**Student:** The criterion $U=W$ for a cubic array of P donors in Si looks like a guess. Why should I trust it?

**Lecturer:** First see what it says. Each donor has one orbital $\phi\propto e^{-r/a}$, the spacing is $R=xa$, and there is one electron per site. The energy unit is $E_0=e^2/(4\pi\varepsilon_0\varepsilon a)$, twice the donor Rydberg. The on-site Coulomb integral and the two-centre integral $\langle\phi_A|1/r_A|\phi_B\rangle$ give

$$U=\tfrac58E_0,\qquad t=E_0(1+x)e^{-x},\qquad W=2zt .$$

Let the gap close at $U=cW$. For $z=6$ this reads $(1+x)e^{-x}=5/(96c)$. Rigid Hubbard bands of width $W$ at $\pm U/2$ leave a gap $U-W$, so $c=1$, $x_c=4.694$ and $n_c^{1/3}a=1/x_c=0.21$.

**Student:** And $c$ enters only through a logarithm, so nobody needs to compute it.

**Lecturer:** That holds for the spacing. Differentiating the condition gives $dx_c/d\ln c=(1+x)/x$. But $n_c=(x_ca)^{-3}$, so

$$\frac{d\ln n_c}{d\ln c}=-\frac{3(1+x)}{x^2},$$

which is $-0.78$ at $x=4.694$. The density inherits most of any relative deviation in $c$. So ask what a better $c$ costs.

**Student:** Measured against what? The cubic Hubbard model is unsolved.

**Lecturer:** Against a relative that we can solve, the Falicov–Kimball model. Freeze the down spins at random, half the sites occupied. An up electron sees site energies $\pm U/2$ with probability $1/2$ each. Put it on a Bethe lattice with hopping $t^*/\sqrt z$, $z\to\infty$, and set $t^*=1$. Removing a site disconnects its branches, and the sum over infinitely many branches self-averages to the mean local Green function $G$. With $y=\omega-G$ and $h=U/2$,

$$G=\frac12\left[\frac1{y-h}+\frac1{y+h}\right]=\frac{y}{y^2-h^2},\qquad \omega=y+\frac{y}{y^2-h^2}.$$

At $U=0$ this is the semicircle with $W=4$. In a gap $y$ is real, and a band edge is a fold, $d\omega/dy=0$, that is $(y^2-h^2)^2=y^2+h^2$. The inner root is $y^2-h^2=(1-q)/2$ with $q=\sqrt{1+2U^2}$, so $y^2=(q-1)(q-3)/8$ and $\omega=y(q-3)/(q-1)$. The gap is twice that,

$$\Delta=\frac{(q-3)^{3/2}}{\sqrt{2(q-1)}} .$$

It closes at $q=3$, $U=2$. The exact ratio is $c=1/2$.

**Student:** So the rule is off by a factor of two.

**Lecturer:** In this model, yes. With $c=1/2$ in the donor formula, $x_c=3.838$, $n_c^{1/3}a=0.26$, and $n_c$ is 1.83 times the rule's value. The logarithmic slope there is $-0.99$, so the relative deviation $\delta=2c-1$ is, for small $\delta$, almost that of $n_c$ with the sign reversed. The rule does keep a rigorous meaning for frozen spins. Hopping shifts no level by more than $W/2$, so $\Delta\ge U-W$. On a cubic lattice rare aligned regions reach that bound with exponentially small weight, whereas at $z\to\infty$ these tails vanish. Our benchmark locates the merging of the bulk of the weight.

**Student:** With a closed form in hand, pricing methods is theatre.

**Lecturer:** The closed form is the ruler. We price procedures that also exist where no closed form does, and count their operations on this model. Method A is the strong-coupling series, of which the rule is the first order with an unnarrowed band. Put $v=1/(\sqrt2U)$ and $s=\sqrt{1+v^2}$, so $q=s/v$, $c=1/(4\sqrt2v)$ and $v_c=1/\sqrt8$. Using $(s-v)(s+v)=1$,

$$F^2\equiv\frac{\Delta^2}{U^2}=(s-3v)^3(s+v)=1+20v^2-8v^4-8v(1+v^2)^{3/2},$$

$$F=1-4v+2v^2+2v^3+2v^4+\tfrac52v^5+4v^6+\tfrac{29}4v^7+14v^8+\dots$$

First order is $\Delta=U-W/\sqrt2$, since only half the neighbours are resonant. Truncate at order $m$ and find the zero.

**Student:** A series inside its radius converges geometrically. That should be quick.

**Lecturer:** The zero you want sits on the radius. Near it $F\simeq A(1-v/v_c)^{3/2}$, so the coefficients go as $A\,n^{-5/2}v_c^{-n}/\Gamma(-3/2)$, which is positive. The truncated sum vanishes where $F$ equals the dropped tail. Put $v=v_ce^{-\kappa/m}$ and $n=mu$, and replace the tail sum by an integral. Both sides scale as $Am^{-3/2}$, leaving

$$\Gamma(-\tfrac32)\,\kappa^{3/2}=\int_1^\infty u^{-5/2}e^{-\kappa u}\,du,\qquad \kappa=0.292 .$$

Hence $\delta\simeq+0.292/m$ for large $m$.

**Student:** And the work?

**Lecturer:** A power $b=a^\alpha$ of a series with $a_0=1$ follows from $ab'=\alpha a'b$ as $nb_n=\sum_{k=1}^n[k(\alpha+1)-n]a_kb_{n-k}$. Counting one operation per term, order $m$ costs $m(m+1)/2$. Method A needs two powers, $3/2$ and $1/2$, with no credit for vanishing coefficients. The zero is found by bisection. Resolving a tenth of $|\delta|$ in a bracket as wide as the answer takes $B=\lceil\log_2(10/|\delta|)\rceil$ halvings, each a Horner evaluation of $m$ multiply-adds. So the work is $m(m+1)+mB\propto\delta^{-2}$. Two series and two bracket ends make $2m+4\propto\delta^{-1}$ stored numbers.

**Student:** Can the singularity be removed?

**Lecturer:** That is method B. Raise the same series to the power $2/3$:

$$F^{2/3}=(s-3v)(s+v)^{1/3}=1-\tfrac83v-\tfrac49v^2-\tfrac4{81}v^3+\tfrac8{243}v^4+\dots$$

This has a simple zero at $v_c$, and its nearest singularities are the square-root points $v=\pm i$. The remainder at $v_c$ therefore has the envelope $v_c^{\,m}m^{-3/2}$, with $v_c=0.354$ gained per order. One more power raises the work to $\tfrac32m(m+1)+mB\propto\ln^2(1/|\delta|)$, and the memory is again $2m+4$.

**Student:** You smuggled in the exponent from the exact solution.

**Lecturer:** It is an input, and the method stands on it. Here it follows from symmetry alone. An odd curve $\omega\simeq\alpha y-\beta y^3$ has folds at $y^2=\alpha/3\beta$, so $\Delta\propto\alpha^{3/2}$ with $\alpha$ linear in $U-U_c$. With an assumed exponent $\nu$ for which $3/(2\nu)$ is no integer, $F^{1/\nu}$ keeps a branch point at $v_c$ and the algebraic convergence returns. So I shall pick twice, with the exponent known and blind.

**Student:** What would a DMFT practitioner do, blind?

**Lecturer:** Method C. Iterate the self-consistency at the Fermi level and watch the density of states. With $G(i0^+)=-ig$ and $h=2c$,

$$g_{k+1}=\frac{g_k}{g_k^2+h^2},\qquad g_0=1 .$$

The metallic fixed point is $g^2=1-h^2$, which confirms $c=1/2$ from the other side. A program can only ask whether $g$ lies above a threshold $\theta$, which for the converged loop yields $c=\tfrac12\sqrt{1-\theta^2}$ and $\delta\simeq-\theta^2/2$. At that $h$, and for small $w=g^2$, the map becomes $dw/dk\simeq-2w(w-\theta^2)$. Falling from $w\gg\theta^2$ to $1.1\,\theta^2$, which again fixes $\delta$ to about a tenth, takes

$$K=\left\lceil\frac{\ln 11}{2\theta^2}\right\rceil\simeq\frac{0.60}{|\delta|}$$

steps. This is critical slowing down. A step is one multiply-add and one division, and I run $K$ steps at each halving. The work is $2KB\propto|\delta|^{-1}\ln(1/|\delta|)$, and the memory is 4 numbers whatever the accuracy.

**Student:** Show me numbers rather than exponents.

**Lecturer:** The exact value is $c=0.5$. For C the $c$ listed is that of the converged loop.

| Method | Setting | $c$ | $\delta$ (%) | $B$ | Work | Memory |
|---|---|---|---|---|---|---|
| Rule | none | 1 | +100 | 0 | 0 | 0 |
| A | $m=1$ | 0.7071 | +41.4 | 5 | 7 | 6 |
| A | $m=2$ | 0.6036 | +20.7 | 6 | 18 | 8 |
| A | $m=4$ | 0.5419 | +8.4 | 7 | 48 | 12 |
| A | $m=8$ | 0.5195 | +3.9 | 9 | 144 | 20 |
| A | $m=16$ | 0.5094 | +1.9 | 10 | 432 | 36 |
| B | $m=1$ | 0.4714 | −5.7 | 8 | 11 | 6 |
| B | $m=2$ | 0.49923 | −0.155 | 13 | 35 | 8 |
| B | $m=3$ | 0.50026 | +0.052 | 15 | 63 | 10 |
| B | $m=4$ | 0.500015 | +0.0031 | 19 | 106 | 12 |
| C | $\theta=0.4$, $K=8$ | 0.4583 | −8.3 | 7 | 112 | 4 |
| C | $\theta=0.19$, $K=34$ | 0.4909 | −1.8 | 10 | 680 | 4 |
| C | $\theta=0.03$, $K=1333$ | 0.49977 | −0.045 | 15 | 39990 | 4 |

For A, $m\delta$ is 0.31 at $m=8$ and 0.30 at $m=16$, closing on 0.292. A lies above the exact value and C below, so together they bracket it.

**Student:** Then choose for me. I want 10 %, 2 % or 0.1 % in $c$.

**Lecturer:** With the exponent known, B is cheapest each time, at $m=1,2,3$ for 11, 35 and 63 operations. Blind, take A with $m=4$ for 10 %, 48 operations against 112. For 2 % take A with $m=16$, 432 against 680. That ratio of 1.6 is thin, and stopping the loop early at halvings far from the threshold would eat into it. For 0.1 % the asymptotic law asks $m\approx292$ with $B=14$, about $9.0\times10^4$ operations and 588 numbers, so C wins with $4.0\times10^4$ and 4 numbers. Equating the two asymptotic costs,

$$\frac{\kappa^2}{\delta^2}+\frac{\kappa(1+B)}{\delta}=\frac{B\ln 11}{2\delta},\qquad B=\log_2\frac{10}{\delta},$$

puts the crossover at about 1.0 %, and early stopping moves it to looser tolerances.

**Student:** Now fix the budget.

**Lecturer:** Among the rows, 20 operations buy B at $m=1$, 5.7 %, or blind A at $m=2$, 20.7 %. For 50 it is B at $m=2$, 0.155 %, or blind A at $m=4$, 8.4 %. For 500 it is B at $m=4$, or blind A at $m=16$, 1.9 %. For $5\times10^4$ the blind choice is C at 0.045 %, because A reaches only $m=216$, with $B=13$ and 49680 operations, where $\delta\approx0.14$ %. With no budget at all you have the rule, safe as a sufficient condition for the frozen-spin insulator.

**Student:** These counts are tiny. Does the ranking survive on the real array?

**Lecturer:** The prices change. At $z=6$ the effective Hamiltonian of order $m$ contains up to $6^m$ hopping sequences from each site. If the orders needed stayed as in the table, 2 % would mean $6^{16}=2.8\times10^{12}$ sequences for A against $6^2=36$ for B. High-order A is then out of reach and the loop takes over much earlier. With mobile down spins each loop step needs an interacting impurity, whose Fock space with $n_b$ bath orbitals has $4^{n_b+1}$ states. A Kondo-type quasiparticle peak then appears, the cubic fold argument no longer gives the exponent, and $c$ itself changes. Our model says nothing on that value.

**Student:** How many digits of $c$ does silicon deserve?

**Lecturer:** About one. Look at what was dropped. At $x=4.694$ the overlap is $S=e^{-x}(1+x+x^2/3)=0.12$. For one electron on two ionised donors the levels are $-E_0/2-(J\pm t)/(1\pm S)$, with $J=E_0[1-(1+x)e^{-2x}]/x=0.21\,E_0$. Half their splitting is $(t-SJ)/(1-S^2)=0.027\,E_0$, against $t=0.052\,E_0$. Halving $t$ acts on $x_c$ like halving $c$, so this term is as large as the whole step from the rule to the exact ratio. Letting the doubly occupied orbital swell, with variational exponent $11/16$, lowers $U$ to $[1-(11/16)^2]E_0=0.527\,E_0$, by 16 %, which pushes the other way. Matching the second moment $t^{*2}=zt^2$ rather than the width gives $W=4\sqrt6\,t=9.8\,t$, which is 18 % below $12t$. Valley interference, which makes $t$ oscillate with the lattice sites that the donors occupy, is missing altogether.

**Student:** Give me the scale anyway.

**Lecturer:** Use $\varepsilon=11.7$, the compiled value of the Ioffe Institute, and choose $a$ to reproduce a typical P binding energy of 45 meV through $E_0/2$. Then $E_0=90$ meV, $a=1.37$ nm and $U=56$ meV. The rule gives $t=4.7$ meV at $R_c=6.4$ nm and $n_c=3.8\times10^{18}$ cm$^{-3}$, and $c=1/2$ gives $6.9\times10^{18}$ cm$^{-3}$. Both are the model's numbers. As typical knowledge, randomly doped Si:P turns metallic near $4\times10^{18}$ cm$^{-3}$, so the frozen-spin figure is high by somewhat less than a factor of two, and the nearness of the rule's figure proves nothing while a dropped term halves $t$ and the array is ordered rather than random.

**Student:** So the exact $c$ of the wrong model is no prize.

**Lecturer:** Right. With inputs uncertain by 16 % to a factor of two, a 10 % tolerance on $c$ is ample. That means B at first order, 11 operations, where the exponent can be argued, and A at fourth order, 48 operations, where it cannot. Whatever budget remains is better spent on $t$ and $U$.